# Bimodal TDDB lots: a defective capacitor still has its intrinsic mode

**The calculation in section 2 is wrong on purpose. Do not reuse it. The correct form is in section 5.**

## 1. Conventions, rules and inputs

$R(t)$ is the fraction not yet broken down after time $t$ at constant-voltage stress, $F = 1-R$, and $h = -\,d\ln R/dt$ is the hazard rate.

**Competing modes act inside one device.** The device fails at the earliest of its mode lifetimes. If these are independent,

$$R=\prod_k R_k,\qquad h=\sum_k h_k .$$

**A mixture runs across devices.** If a fraction $p_k$ of the lot belongs to class $k$, whose survival against *all* causes is $R_k$,

$$R=\sum_k p_kR_k,\qquad h=\sum_k w_kh_k,\qquad w_k=\frac{p_kR_k}{R},$$

where $w_k$ is the share of class $k$ among survivors. Differentiating $\ln w_k$ gives $\dot w_k=w_k(h-h_k)$, hence

$$\frac{dh}{dt}=\sum_k w_k\dot h_k-\Big(\sum_k w_kh_k^2-h^2\Big)=\langle\dot h_k\rangle_w-\mathrm{Var}_w(h_k).$$

For exponential classes $h_k=\lambda_k$ is constant and $dh/dt=-\mathrm{Var}_w(\lambda)\le 0$. No device improves with age. The weak ones leave first.

**Gamma mixture.** Let $\lambda$ have density $b^a\lambda^{a-1}e^{-b\lambda}/\Gamma(a)$, with shape $a$ and with $b$ a time. Averaging $e^{-\lambda t}$ gives

$$R_e=\Big(1+\frac tb\Big)^{-a},\qquad h_e=\frac{a}{b+t}.$$

The survivors have density proportional to $\lambda^{a-1}e^{-(b+t)\lambda}$, with variance $a/(b+t)^2$, which equals $-dh_e/dt$ as the rule requires.

**Inputs (all assumed, so every result is the model's).** The lot consists of SiO$_2$ MOS capacitors at one stress voltage, temperature and area.

- Intrinsic mode: $R_i=\exp[-(t/\eta)^\beta]$, $h_i=(\beta/\eta)(t/\eta)^{\beta-1}$, with $\beta=4$ (a typical Weibull slope for an oxide of roughly 5 nm) and $\eta=1000$ s.
- Defective fraction: $p=0.02$.
- Extrinsic mode: each defective device has a constant rate $\lambda$, gamma distributed for the spread in defect severity, with $a=1/2$ and $b=100$ s.

**Question.** How long must 1000 capacitors be stressed until one survivor is expected, $R=\epsilon=10^{-3}$?

## 2. The wrong attempt

1. The lot is a mixture of 98 % good and 2 % defective devices.
2. Good devices fail intrinsically: $R_{\rm good}=R_i$.
3. Defective devices fail extrinsically: $R_{\rm def}=R_e$.
4. Therefore $R_{\rm w}=(1-p)R_i+pR_e$.
5. At long times $R_i$ vanishes, so $pR_e=\epsilon$, $R_e=0.05$, $1+t/b=400$.
6. Wrong answer: $t_{\rm w}=39900$ s.

Step 5 is consistent with step 4, since $R_i=\exp(-39.9^4)$ is negligible at that time. The fault lies earlier.

## 3. The symptom

**Defects appear to help.** A defect-free lot reaches $R_i=\epsilon$ at $\eta[\ln(1/\epsilon)]^{1/\beta}=1621$ s. Adding a way to fail cannot lengthen that time. From step 4, $R_{\rm w}-R_i=p(R_e-R_i)$, which turns positive where $(t/\eta)^4=\tfrac12\ln(1+t/b)$. That happens at 1051 s, with $R_i=0.295$, well inside the range that a test covers.

**The hazard drops below the intrinsic one.** $h_{\rm w}$ is a weighted mean of $h_i$ and $h_e$, so it lies below $h_i$ as soon as $h_e<h_i$, from 571 s onward. Later it collapses onto $h_e$.

**The survivors become the defective parts.** Their share $pR_e/R_{\rm w}$ is 0.446 at 1500 s and tends to one.

**The Weibull plot flattens at the top.** The local slope of $\ln(-\ln R)$ against $\ln t$ is $th/(-\ln R)$. At 2000 s step 4 gives 0.088.

**The mean diverges.** $\int_0^t R_e\,dt'=2b\,(\sqrt{1+t/b}-1)$ grows without bound, so the wrong lot has an infinite mean time to failure.

A falling hazard alone is not the symptom, because a correct mixture shows it too. The quick test is the inequality $R\le R_i$.

## 4. The faulty line

Line 3. The mixture sum needs the all-cause survival of each class, and $R_e$ describes one mode only. A defective capacitor has a weak spot, and the rest of its area wears out like any other oxide. Its lifetime is $\min(T_i,T_e)\le T_i$, so $R_{\rm def}\le R_i$ whether or not the two modes are independent. Line 3 makes every mildly defective device, one with small $\lambda$, immune to wear-out. Such devices are not rare here: $R_e(\eta)=0.30$, which is 6 of the 20 defective devices expected in the lot.

The slip comes easily in fitting. The parameters $a$ and $b$ are fixed by the early tail, where the extrinsic mode is the only visible one, and the fitted curve is then carried past $\eta$ as if it were the whole story of that class.

## 5. The mended calculation

Assume that the defect covers a negligible part of the area, so that $R_i$ is the same for both classes, and that $T_i$ and $T_e$ are independent. Use the product inside the defective class and the sum across classes:

$$R=(1-p)R_i+pR_iR_e=R_i\,\big[1-p+pR_e\big].$$

The logarithmic derivative is

$$h=h_i+h_x,\qquad h_x=w\,\frac{a}{b+t},\qquad w=\frac{pR_e}{1-p+pR_e}.$$

So $R\le R_i$ and $h\ge h_i$ at all times. The common factor $R_i$ cancels from $w$, and the defective share falls monotonically from 0.02, to 0.0051 at 1500 s.

The bracket is itself a mixture of exponentials, with weight $1-p$ at $\lambda=0$ and weight $p$ spread over the gamma density. Among defective survivors $\langle\lambda^2\rangle=a(a+1)/(b+t)^2$, so the variance rule gives

$$\frac{dh_x}{dt}=-\frac{w\,a(a+1)-w^2a^2}{(b+t)^2}<0 .$$

Both rules now have their place. Selection makes $h_x$ fall from $pa/b=1.0\times10^{-4}$ s$^{-1}$, and the added wear-out term $h_i$ rises as $t^3$. The total is a bathtub with its minimum at 127 s, where $dh_i/dt$ equals the variance.

Setting $R=\epsilon$ gives

$$t=\eta\left[\ln\frac{1-p+pR_e(t)}{\epsilon}\right]^{1/\beta}.$$

The right side depends weakly on $t$, and iteration from 1621 s converges quickly. At the solution $R_e=0.241$, the bracket is 0.9848, the logarithm is 6.892, and

$$t=1620\ \text{s},$$

just short of the defect-free 1621 s. The mean time to failure $\int_0^\infty R\,dt$ is finite, 897 s against $\eta\,\Gamma(1+1/\beta)=906$ s without defects, and the local Weibull slope at 2000 s is 4.00.

## 6. Size of the error

Subtracting the two forms gives the exact result

$$R_{\rm w}-R=F-F_{\rm w}=pR_e\,(1-R_i)=pR_eF_i\ \ge 0 .$$

The slip is always optimistic. Hazards in the table are in $10^{-3}$ s$^{-1}$.

| $t$ (s) | $R_{\rm w}$ | $R$ | $R_{\rm w}/R$ | $h_i$ | $h_{\rm w}$ | $h$ |
|---|---|---|---|---|---|---|
| 100 | 0.99404 | 0.99404 | 1.00 | 0.004 | 0.0395 | 0.0396 |
| 1000 | 0.3666 | 0.3627 | 1.01 | 4.00 | 3.94 | 4.00 |
| 1500 | $1.12\times10^{-2}$ | $6.23\times10^{-3}$ | 1.80 | 13.5 | 7.61 | 13.5 |
| 2000 | $4.36\times10^{-3}$ | $1.11\times10^{-7}$ | $3.94\times10^{4}$ | 32.0 | 0.239 | 32.0 |

**Failure fraction.** Since $F\ge F_i$, the relative error $pR_eF_i/F$ never exceeds $pR_e\le p$, that is 2 %. It is 0.024 % at 100 s and 0.60 % at 1000 s. Low-percentile lifetimes read from the early tail are therefore hardly touched, which is why the slip can pass unnoticed.

**Survivors.** The ratio $R_{\rm w}/R$ has no bound, because $R$ carries the factor $R_i$ and $pR_e$ does not. At 2000 s the wrong form leaves 4.4 devices of 1000 alive, and the mended form leaves $1.1\times10^{-4}$.

**Test time.** 39900 s against 1620 s is a factor of 24.6. This factor belongs to the assumed extrinsic tail, since $t_{\rm w}\approx b[(p/\epsilon)^{1/a}-1]$ once $R_i$ is negligible, and that is steep in $1/a$. With $a=1$ and the other inputs unchanged, the full wrong equation gives $1.90\times10^3$ s while the mended time stays at $1.62\times10^3$ s. The mended time is insensitive for a plain reason: the bracket lies between $1-p$ and 1 for any extrinsic law, so the time is fixed by the assumed $\eta$ and $\beta$ and scales in proportion to $\eta$ when the stress condition or the area changes.